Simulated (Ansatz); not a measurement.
Al: pressure and energy change per atom as volume scale varies

Plane-wave DFT, scalar-relativistic PAW made under PBE with cores redone for the functional, no dispersion; the given relaxed cell is scaled uniformly, energy at zero smearing counts from the unscaled cell, pressure at the given Fermi-Dirac smearing is positive in compression. The results are calculated, by Ansatz 0.2.0.

The cell before it is scaled or strained (space group Fm-3m, No. 225):
```
Al
1.0
      0.0000     1.9967     1.9967
      1.9967     0.0000     1.9967
      1.9967     1.9967     0.0000
Al
1
Direct
  0.00000 0.00000 0.00000
```

Settings of every row: spin polarised no; functional r2SCAN; wave cutoff 500 eV; smearing width 0.1 eV; k mesh 22x22x22.

Atom starting moment: 0 on all atoms.

```
row  volume scale  V (Å³/atom)  pressure (GPa)  energy change per atom (meV)
  1          0.88        14.01           15.64                         82.46
  2          0.92       14.647            9.28                         33.73
  3          0.96       15.284               ?                             ?
  4          1.04       16.558           -3.27                           6.9
  5          1.08       17.195           -5.92                         25.52
  6          1.12       17.831           -8.02                         53.49
```

Question: what pressure and energy change per atom should row 3 give?

Worked fit of pressure. Take u = (V_r/V)^(2/3) − 1 with V_r = 16.558 Å³ an atom, which is twice the finite (Eulerian) strain; such expansions in the strain, on which the Birch-Murnaghan equation of state is built, carry the rest volume and the bulk modulus. The shown rows have u = 0.11784, 0.08519, 0, -0.02485, -0.04818. Least squares give pressure = −3.293 + 115.865 × u + 378.31 × u² GPa; a straight line predicts inner rows, each left out in turn, worse (root mean square 1.1 against 0.06 GPa). The rows lie off it by 0.03, -0.04, 0.02, 0.02, -0.02. The pressure vanishes at u = 0.0262, or V = 15.93 Å³ an atom, and there the bulk modulus at fixed shape and fractions is B = −V dP/dV = (2/3)(1 + u) dP/du = 92.8 GPa. The withheld row has u = 0.05483, so the fit gives −3.293 + 115.865 × (0.05483) + 378.31 × (0.05483)² = 4.20 GPa.

The calculation gave 4.15 GPa. The fit lies 0.05 GPa (1.2 % of the value, 0.21 % of the column's range) above it; its largest miss of a shown row is 0.04 GPa.

Worked fit of energy change per atom. Take u = (V_r/V)^(2/3) − 1 with V_r = 16.558 Å³ an atom, which is twice the finite (Eulerian) strain; such expansions in the strain, on which the Birch-Murnaghan equation of state is built, carry the rest volume and the bulk modulus. The shown rows have u = 0.11784, 0.08519, 0, -0.02485, -0.04818. Least squares give energy change per atom = 6.684 − 507.265 × u + 9742.51 × u² meV; a straight line predicts inner rows, each left out in turn, worse (root mean square 28 against 0.61 meV). The rows lie off it by 0.27, -0.44, 0.22, 0.21, -0.25 (root mean square 0.29 meV). The withheld row has u = 0.05483, so the fit gives 6.684 − 507.265 × (0.05483) + 9742.51 × (0.05483)² = 8.16 meV.

The calculation gave 7.74 meV. The fit lies 0.42 meV (5.4 % of the value, 0.56 % of the column's range) above it; its largest miss of a shown row is 0.44 meV.
